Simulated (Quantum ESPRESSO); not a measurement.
# Spin moment and magnetic energy of hcp Co from 0.88 to 1.12 of the measured cell volume (PBE)

Calculated here are the spin moment of hexagonal close-packed cobalt and the energy it gains by becoming ferromagnetic, at nine volumes from 0.88 to 1.12 of the cell built from measured lattice constants. The magnetic energy gain is measured against a run without spin polarisation at the same volume, and the total energy against the ferromagnetic run in the given cell.

The problem is to find how strongly each quantity responds to volume, and why the two respond so differently. The answer matters wherever cobalt is compressed or stretched, as in magnetic films, multilayers and high-pressure experiments. It also shows how much of the metal's equilibrium volume is owed to its magnetism.

## Set-up

One system, Co (P6_3/mmc), 2 atom(s) a primitive cell, from cells typed from measured lattice constants. Quantum ESPRESSO 7.5, plane waves with GBRV 1.5 PBE pseudopotentials, cutoff 544 eV, Fermi-Dirac smearing of 0.05 eV, k meshes whose coarsest spacing along a reciprocal vector is 0.15 to 0.17 1/Å over all runs (2π included). Functional: PBE, no Hubbard U; collinear spins, no spin-orbit coupling. Atoms stay at fixed fractions of the cell and the mesh divisions are held. At each point the moments on Co are started parallel and without spin polarisation. Runs that did not converge or carry a known fault are not listed. The same in all rows: metal or insulator in the run from the parallel start, judged by its smearing entropy or density of states at the Fermi energy (a gap under a few smearing widths counts as a metal): metal.

Notes on method and selection:

- Each state is what a run reaches from typed starting moments; the parallel order is the only magnetic one started, so the lowest found need not be the ground state. Spin-orbit coupling is left out of these energies, which are free energies at the smearing width. A magnetic atom is one that was given a starting moment.
- Site moments count the spin inside each program's own atomic sphere, so they depend somewhat on its radius and leave out the spin between the spheres.
- Quantum ESPRESSO sets the radius of an element's spheres to about 0.41 of its shortest distance to a neighbour, so it changes from cell to cell and the site moment with it.
- A measured moment is set beside the table only where the run ends ferromagnetic and the measured order is ferromagnetic too.
- Runs that did not converge, have known faults or may not be shown are not listed, and runs on Ansatz's PAW sets soft_1 and soft_2 are kept to separate tables.

Columns:

- volume: cell volume over that of the given cell, shape kept.
- moment (μB): largest site spin moment reached from the parallel start.
- magnetic distance (Å): shortest distance between magnetic atoms.
- net moment (μB): net spin moment of that run per magnetic atom.
- magnetic energy gain (meV): energy of the run without spin polarisation less that of the parallel start, per magnetic atom (positive: magnetism is favoured).
- energy (meV per atom): free energy of the run from the parallel start less that in the given cell, per atom of any kind (the energy–volume or strain-energy curve, whose curvature gives an elastic modulus).

Input lines of one member:

```
&SYSTEM
  ecutwfc = 40
  ecutrho = 280
  nbnd = 26
  occupations = 'smearing'
  smearing = 'fd'
  degauss = 0.00367493
  nspin = 2
  starting_magnetization(1) = 0.1176
/
&ELECTRONS
  conv_thr = 4d-09
  mixing_beta = 0.3
/
K_POINTS automatic
18 18 10 0 0 0
```

Command (options for logging and memory left out): `pw.x -in pw.in`

## Numbers

| member | volume | moment (μB) | magnetic distance (Å) | net moment (μB) | magnetic energy gain (meV) | energy (meV per atom) |
| --- | --- | --- | --- | --- | --- | --- |
| 0.88 | 0.88 | 1.63 | 2.393 | 1.563 | 189.3 | 91.2 |
| 0.91 | 0.91 | 1.66 | 2.420 | 1.584 | 217.0 | 40.3 |
| 0.94 | 0.94 | 1.68 | 2.446 | 1.601 | 243.4 | 10.3 |
| 0.97 | 0.97 | 1.70 | 2.472 | 1.618 | 268.3 | −2.1 |
| 1 | 1.00 | 1.73 | 2.497 | 1.643 | 292.2 | 0.0 |
| 1.03 | 1.03 | 1.77 | 2.522 | 1.678 | 315.3 | 13.8 |
| 1.06 | 1.06 | 1.80 | 2.546 | 1.708 | 338.0 | 37.4 |
| 1.09 | 1.09 | 1.82 | 2.570 | 1.730 | 359.9 | 69.2 |
| 1.12 | 1.12 | 1.85 | 2.593 | 1.750 | 381.0 | 108.0 |

Least-squares fits to the whole series, with x = volume; R² and errors in the fitted variable (y, or ln y where the fit is in ln y):

| y | members | fit | R² | rms residual | leave-one-out rms | the same for the mean of the others |
| --- | --- | --- | --- | --- | --- | --- |
| net moment (μB) | 9 | y = 1.5564 − 0.62708 x + 0.71910 x² | 0.99 | 0.0050 | 0.0085 | 0.071 |
| magnetic energy gain (meV) | 9 | y = −995.72 + 1780.7 x − 492.66 x² | 1.00 | 0.35 | 0.68 | 69 |

## The trend and its physics

Both quantities rise at every step of expansion, but by very different amounts. From the smallest to the largest volume the net moment grows from 1.563 to 1.750 μB per atom, a factor of 1.750 / 1.563 = 1.12. The magnetic energy gain grows from 189.3 to 381.0 meV per atom, a factor of 381.0 / 189.3 = 2.01. Around the given cell the slopes are (1.678 − 1.618) / 0.06 = 1.0 μB and (315.3 − 268.3) / 0.06 = 783 meV per unit of relative volume, so 1 % of volume is worth about 0.01 μB and 8 meV. The net moment is smaller than the site moment in every row because the spin between the atomic spheres, mostly of sp character, points against that of the d electrons.

The Stoner picture can account for the contrast. Per atom,

$$\Delta E \approx \frac{m^2}{4}\left(I - \frac{1}{\bar N}\right),$$

where $m$ is the moment in μB, $I$ the exchange parameter and $\bar N$ an average density of states per spin. The first term is the exchange energy won, the second the band energy paid for moving electrons from one spin to the other. The growth of $m^2$ alone would raise the gain by a factor of only 1.12² = 1.25. The bracket must therefore grow too: 4 × 189.3 / 1.563² = 310 meV at the smallest volume and 4 × 381.0 / 1.750² = 498 meV at the largest.

Since $I$ is mainly an atomic property, the change falls on $1/\bar N$, which follows the width of the d band. With $I$ assumed to be roughly 1 eV, $1/\bar N$ drops from about 1 − 0.31 = 0.69 eV to 1 − 0.50 = 0.50 eV, a factor of 1.4 that depends on this choice of $I$. The usual scaling of the d-band width with distance, $d^{-5}$, gives (2.593 / 2.393)⁵ = 1.49, which is close for so simple a model.

The moment itself moves little because the majority d band of cobalt is nearly full, so the moment is set mostly by the number of d holes. Compression raises the broad sp bands relative to the d band and pushes some electrons into d states, which probably accounts for much of the slow loss of moment.

## Departures from the trend

Largest departures from the fit to the whole series:

| member | net moment (μB) | fit | computed − fit | in rms residuals |
| --- | --- | --- | --- | --- |
| 1.06 | 1.708 | 1.700 | +0.008 | 1.7 |
| 0.97 | 1.618 | 1.625 | −0.007 | 1.4 |
| 1.12 | 1.750 | 1.756 | −0.006 | 1.2 |
| 1 | 1.643 | 1.648 | −0.005 | 1.1 |

The magnetic energy gain follows its parabola to 0.35 meV rms, and no volume stands out. The net moment is less regular, though its largest departure, at 1.06, is only +0.008 μB. The rows at 0.97 and 1.00 lie below the fit by 0.007 and 0.005 μB, and the row at 1.12 by 0.006 μB.

These departures form a pattern. The moment rises by 1.618 − 1.601 = 0.017 μB between 0.94 and 0.97, by 1.678 − 1.643 = 0.035 μB between 1.00 and 1.03, and by 1.750 − 1.730 = 0.020 μB over the last step. A parabola cannot steepen and then flatten again, so it misses on alternate sides.

A finite k mesh with a smearing of 0.05 eV can produce shifts of this size as individual levels cross the Fermi energy, and that should be checked first, with a denser mesh. A real feature of the bands near the Fermi energy could also do it, and these rows cannot tell the two apart. The smoothness of the energy gain is only weak evidence against such shifts, although a mesh error can also enter the energy directly. The energy is stationary with respect to the moment, so with an assumed stiffness of the order of 1 eV/μB² an error of 0.008 μB changes it by only about 0.5 × 1000 × 0.008² = 0.03 meV.

## Problems

**How much does magnetism expand the lattice?**

Adding the gain to the ferromagnetic energy gives the energy without spin polarisation. At 0.91, 0.94 and 0.97 it is 40.3 + 217.0 = 257.3, 10.3 + 243.4 = 253.7 and −2.1 + 268.3 = 266.2 meV per atom. With half the spacing of the rows, 0.03 / 2 = 0.015, a parabola through these points has its minimum at 0.94 − 0.015 × (266.2 − 257.3) / (257.3 + 266.2 − 2 × 253.7) = 0.932. The ferromagnetic energies at 0.94, 0.97 and 1.00 give, in the same way, 0.97 + 0.015 × 10.3 / (10.3 + 2 × 2.1) = 0.981. The ratio is 0.981 / 0.932 = 1.05, so magnetism enlarges the volume by about 5 %, or nearly 2 % in each length.

**Does it matter whether the measured or the PBE volume is used?**

Interpolating to 0.981 gives a net moment of 1.618 + (1.643 − 1.618) × 0.011 / 0.03 = 1.627 μB, against 1.643 μB in the given cell. The gain becomes 268.3 + (292.2 − 268.3) × 0.011 / 0.03 = 277 meV, against 292 meV. The choice costs 1 % of the moment and 5 % of the gain, so it matters mainly for the energy.

**What pressure compresses the cell to about 0.9 of the given volume, and what does it do to the moment?**

Between 0.88 and 0.91 the energy changes by (91.2 − 40.3) / 0.03 = 1697 meV per unit of relative volume. With roughly 11 Å³ per atom this is 0.15 eV/Å³, or about 25 GPa, which belongs to the middle of that interval. The mean moment of the two rows is (1.563 + 1.584) / 2 = 1.574 μB, which is only 1.627 − 1.574 = 0.053 μB (3 %) below the value at 0.981.

## Rules of thumb and their limits

Between 0.88 and 1.12 of the given volume, cobalt keeps a robust moment while its magnetic energy doubles. A nearly constant moment is therefore no sign that the magnetic energy is constant. Both parabolas predict omitted rows far better than the mean of the others does (0.0085 against 0.071 μB, and 0.68 against 69 meV), so they serve for interpolation within this range.

The gain is the difference between a ferromagnet and a metal without spin polarisation, so forming the local spins and aligning them both contribute to it. These rows cannot separate the two parts. A Curie temperature would need further runs in which neighbouring spins point in different directions. The energy of such arrangements may be a sizeable part of the gain in cobalt, and the local spin itself may become smaller in them. The doubling of the gain is therefore no measure of how the Curie temperature changes with volume.

Spin-orbit coupling is left out. It would add an orbital moment parallel to the spin, so the total moment would be somewhat larger than the values here. The cell shape was also held fixed, although the stress in the given cell differs between the hexagonal axis and the basal plane. The equilibrium volumes estimated above therefore belong to that fixed shape.

[Logs are printed without paths, hosts, clocks, repeated set-up lines and the standing remarks that a program may print on its own settings, such as how far it seeks lower states.]
